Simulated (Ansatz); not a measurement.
Smearing, entropy and the zero-width energy in Ta$_{4}$O

All numbers below come from Ansatz 0.2.0, DFT PBEsol, scalar-relativistic, plane waves, PAW.

```yaml
crystal:
  lattice:
    - [3.25750, 0.00000, 0.00000]
    - [0.00000, 3.25750, 0.00000]
    - [0.00000, 0.00000, 7.40934]
  atoms:
    - { symbol: Ta, position: [0.00000, 0.00000, 0.50000] }
    - { symbol: Ta, position: [0.50000, 0.50000, 0.78316] }
    - { symbol: Ta, position: [0.50000, 0.50000, 0.21684] }
    - { symbol: Ta, position: [0.00000, 0.00000, 0.00000] }
    - { symbol: O, position: [0.50000, 0.50000, 0.50000] }
```

| Item | Value |
| --- | --- |
| plane-wave cutoff | 420 eV |
| Γ-centred k-mesh | 12×12×6 |
| spin treatment | unpolarised |

The same metal under several smearings of width σ, on one mesh. F is the free energy, TS the smearing's entropy term for the cell of 5 atoms, and E = F + TS. Gaussian occupations are ½ erfc[(ε − μ)/σ], and N counts both spins. Spin–orbit coupling is left out, which shifts the bands of heavy elements.

```csv
rule,σ (eV),F − F(narrowest) (meV/atom),TS (meV/cell)
Fermi–Dirac,0.01,-0.039,0.499
Fermi–Dirac,0.1,-7.048,79.008
Gaussian,0.01,0.000,0.052
Gaussian,0.1,-0.790,8.918
Gaussian,0.3,-9.808,108.474
```

Problem. For a density of states N (both spins) that is flat over the smeared range, TS = Nσ²/2 (Gaussian) and (π²/3)Nσ² (Fermi–Dirac). What N does each run give?

Solution.
| rule | σ (eV) | N (states/eV a cell) |
| --- | --- | --- |
| Fermi–Dirac | 0.01 | 1.52 |
| Fermi–Dirac | 0.1 | 2.40 |
| Gaussian | 0.01 | 1.03 |
| Gaussian | 0.1 | 1.78 |
| Gaussian | 0.3 | 2.41 |

Equal entropy needs σ_Gauss = π√(2/3) σ_FD = 2.57 σ_FD, so a Fermi–Dirac width acts like a Gaussian one 2.57 times as large. At moderate widths N lies between 1.78 and 2.41. The drift shows structure in the density of states within the smeared window (a rise with width points to a dip at the Fermi level, a fall to a peak or a steep flank), or a mesh too coarse for the narrower widths. At the narrowest widths only the few mesh levels within σ of μ count, so N can scatter there.

Problem. To second order F = E0 − TS/2 and E = E0 + TS/2. How well does E0 = (E + F)/2 undo the smearing?

Solution.
```csv
rule,σ (eV),F − E0(narrowest) (meV/atom),(E + F)/2 − E0(narrowest) (meV/atom)
Fermi–Dirac,0.01,-0.04,0.01
Fermi–Dirac,0.1,-7.05,0.85
Gaussian,0.01,-0.01,0.00
Gaussian,0.1,-0.80,0.10
Gaussian,0.3,-9.81,1.03
```

At Gaussian 0.3 eV the free energy is off by -9.81 meV/atom and the mean by 1.03. What remains is of order σ⁴ plus the mesh error of the narrowest run, which is no exact reference. Forces and stress are derivatives of F, not of E0, so they keep the σ² error.

The entropy grows faster than the square of the width under both rules, and this also explains why the averaged energy ends up slightly too high. Since the entropy is the negative slope of F with respect to σ, a positive quartic term in TS leaves a positive remainder in (E + F)/2. The two signs are therefore one observation, not independent evidence. A shallow dip in the Ta 5d states around the Fermi level would produce it, as would sparse sampling of those bands. The O 2p states, normally well below the Fermi level in a metal-rich suboxide, probably contribute little directly.

The close agreement between 2.40 for Fermi–Dirac at 0.1 eV and 2.41 for Gaussian at 0.3 eV fits their similar effective widths and suggests that the occupation rule itself matters little. For reaction energies, the uncorrected free energy is riskiest when this metal is compared with an insulating oxide, whose smearing term nearly vanishes and so cannot cancel the metal's.
